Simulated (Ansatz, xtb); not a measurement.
Relative energy of two isomers of C3H11BSe

We compare a, `C[BH2-][Se+](C)C`, a singlet, with b, `[BH3-][Se@@+](C)CC`, a singlet. Both are isolated molecules in the gas phase, relaxed with PBE0-D4/def2-SVP; each stands in its lowest conformer found.

a (Å):

```yaml
atoms:
  - { symbol: C, position_ang: [0.8627, -0.8304, 1.6956] }
  - { symbol: C, position_ang: [-1.0771, 2.1787, 1.1031] }
  - { symbol: C, position_ang: [0.6221, 2.5944, -1.2271] }
  - { symbol: B, position_ang: [1.4019, 0.3061, 0.6962] }
  - { symbol: Se, position_ang: [-0.2618, 1.1419, -0.3113] }
  - { symbol: H, position_ang: [0.2135, -0.4526, 2.5045] }
  - { symbol: H, position_ang: [0.3284, -1.6537, 1.1919] }
  - { symbol: H, position_ang: [1.7352, -1.2866, 2.1944] }
  - { symbol: H, position_ang: [2.0405, -0.0940, -0.2726] }
  - { symbol: H, position_ang: [1.8930, 1.3048, 1.2156] }
  - { symbol: H, position_ang: [-1.5606, 1.4665, 1.7843] }
  - { symbol: H, position_ang: [-1.8280, 2.8632, 0.6876] }
  - { symbol: H, position_ang: [-0.2890, 2.7237, 1.6397] }
  - { symbol: H, position_ang: [1.2144, 2.1448, -2.0345] }
  - { symbol: H, position_ang: [-0.1206, 3.2856, -1.6458] }
  - { symbol: H, position_ang: [1.2922, 3.1009, -0.5199] }
```

b (Å):

```xyz
16

C    -0.7831   -2.6557   -1.2303
C    -0.1367   -0.1452    0.1019
C     0.5523    0.6575    1.1859
B    -0.7808   -2.6476    1.8537
Se    0.3352   -2.0365    0.2192
H    -0.6850   -3.8640    1.7924
H    -1.8990   -2.1992    1.6447
H    -0.1871   -2.1594    2.8023
H    -0.4266   -2.2452   -2.1840
H    -0.7121   -3.7509   -1.2425
H    -1.8207   -2.3588   -1.0283
H    -1.2322   -0.1043    0.1967
H     0.1497    0.1909   -0.9063
H     1.6482    0.6059    1.0977
H     0.2592    1.7158    1.1102
H     0.2691    0.2993    2.1863
```

Energies in hartree; the thermal terms are from GFN2-xTB frequencies at re-optimised GFN2-xTB minima (ideal gas, soft modes damped towards free rotors, one conformer each, 298.15 K, 1 atm) and include the zero-point energy:

```
                               a            b
E, CCSD(T)/def2-SVP  −2544.993215  −2544.986238
    E, MP2/def2-SVP  −2544.902304  −2544.894972
  E, MP2/def2-TZVPP  −2545.524182  −2545.516053
  zero-point energy      0.130508      0.130195
       H(298 K) − E      0.140963      0.140339
       G(298 K) − E      0.096098      0.096323
```

Problem. Correct the CCSD(T) difference for the basis set by the MP2 change, then work out ΔE, ΔE₀, ΔH and ΔG for a → b in kJ/mol (1 Eh = 2625.50 kJ/mol) and the equilibrium ratio [b]/[a].

Solution. 1. Differences b − a: CCSD(T) +0.006977, MP2 in the small set +0.007332, MP2 in the large set +0.008129 Eh.
2. ΔE = +0.006977 + (+0.008129 − (+0.007332)) = +0.007774 Eh = +20.41 kJ/mol.
3. ΔE₀ = ΔE + ΔZPE = +0.007774 + (−0.000313) Eh = +19.59 kJ/mol.
4. ΔH = ΔE + (−0.000624) Eh = +18.77 kJ/mol.
5. ΔG = ΔE + (+0.000225) Eh = +21.00 kJ/mol, so ΔS = (ΔH − ΔG)/T = −7.5 J/(mol K).
6. kT = 0.9442 mEh, so K = [b]/[a] = exp(−ΔG/kT) = exp(−8.47) ≈ 2.1 × 10^−4.

Structure a is favoured at this temperature. An error of 4 kJ/mol in ΔG would change K by a factor of 5. GFN2-xTB gave ΔE the other sign. Mirror images and further conformers aren't counted.

As drawn, b has 1 C–C, 1 B–H in place of 1 C–B, 1 C–H.

Other levels gave ΔE = −26.7 (GFN2-xTB); +22.4 (HF/STO-3G, GFN2-xTB geometries); +19.4 (r2SCAN-D4/def2-SVP, GFN2-xTB geometries); +19.4 (PBE0-D4/def2-SVP); +22.0 (HF/def2-SVP); +19.3 (MP2/def2-SVP); +18.3 (CCSD(T)/def2-SVP) kJ/mol. The correlated steps freeze 13 core orbitals; the filled d shell of Se is correlated, in a basis made for valence electrons. Programs: Ansatz 0.2.0, xtb 6.7.1.

The methylborane adduct of dimethyl selenide (a) lies below the borane adduct of ethyl methyl selenide (b), and the preference is essentially electronic, since the thermal terms nearly cancel between two isomers with the same kind of dative bond. Moving the methyl group from carbon to boron trades C–C and B–H bonds for C–B and C–H bonds, and the strong C–H bond together with the polar C–B bond probably accounts for most of the gain. The B–Se bond is shorter in b, as expected for BH3, a stronger Lewis acid than its methyl derivative, so donor–acceptor bonding probably offsets part of the preference rather than causing it. Hartree–Fock already gives +22.0 kJ/mol in the def2-SVP basis, so correlation doesn't decide the order. The opposite sign from GFN2-xTB therefore suggests a parametrised imbalance between these bond types. The ratio describes a hypothetical equilibrium between intact adducts; it says nothing about the barrier to exchanging the groups or about dissociation into borane and selenide.
